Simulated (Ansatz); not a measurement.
GaIr: pressure against volume scale

Periodic Kohn-Sham DFT of a crystal at fixed atoms, scaled to volume_scale times the given cell; pressure positive in compression, energy less spherical unpolarised free atoms, largest_vzz the field gradient of largest size among the nuclei. The results are calculated, by Ansatz 0.2.0.

The cell before it is scaled or strained (space group Pm-3m, No. 221):
```
cell vectors (Å)
   3.0040     0.0000     0.0000
   0.0000     3.0040     0.0000
   0.0000     0.0000     3.0040
atoms (fractions of the cell vectors)
Ga  0.00000  0.00000  0.00000
Ir  0.50000  0.50000  0.50000
```

Settings of every row: method frozen-core PAW; functional PBEsol; relativity scalar; k mesh 12x12x12; filling fermi-dirac; smearing width 0.05 eV; wave cutoff 420 eV; paw set soft_2.

Atom start moment: 0 on all atoms.

Limits: PAW files made with PBE; no spin-orbit coupling on heavy atoms.

| row | volume scale | V (Å³/atom) | pressure (GPa) |
| --- | --- | --- | --- |
| 1 | 0.94 | 12.741 | 22.853 |
| 2 | 0.96 | 13.012 | 15.819 |
| 3 | 0.98 | 13.283 | 9.561 |
| 4 | 0.99 | 13.419 | 6.695 |
| 5 | 1 | 13.554 | 3.991 |
| 6 | 1.01 | 13.69 | 1.44 |
| 7 | 1.02 | 13.825 | -0.968 |
| 8 | 1.04 | 14.096 | ? |
| 9 | 1.06 | 14.367 | -9.304 |

Question: what pressure should row 8 give?

Worked fit of pressure. Take u = (V_r/V)^(2/3) − 1 with V_r = 13.486 Å³ an atom, which is twice the finite (Eulerian) strain; such expansions in the strain, on which the Birch-Murnaghan equation of state is built, carry the rest volume and the bulk modulus. The shown rows have u = 0.03861, 0.02414, 0.01016, 0.00333, -0.00335, -0.00996, -0.01641, -0.04131. Least squares give pressure = 5.3317 + 403.652 × u + 1248.11 × u² + 1297 × u³ GPa; a parabola predicts inner rows, each left out in turn, worse (root mean square 0.021 against 0.0071 GPa). The rows lie off it by 0.001, -0.002, -0.002, 0.005, -0.002, 0.006, -0.006, 0.001 (root mean square 0.0037 GPa). The pressure vanishes at u = -0.0138, or V = 13.77 Å³ an atom, and there the bulk modulus at fixed shape and fractions is B = −V dP/dV = (2/3)(1 + u) dP/du = 243 GPa. The withheld row has u = -0.02906, so the fit gives 5.3317 + 403.652 × (-0.02906) + 1248.11 × (-0.02906)² + 1297 × (-0.02906)³ = -5.376 GPa.

The calculation gave -5.38 GPa. The fit lies 0.004 GPa (0.012 % of the column's range) above it; its largest miss of a shown row is 0.006 GPa.
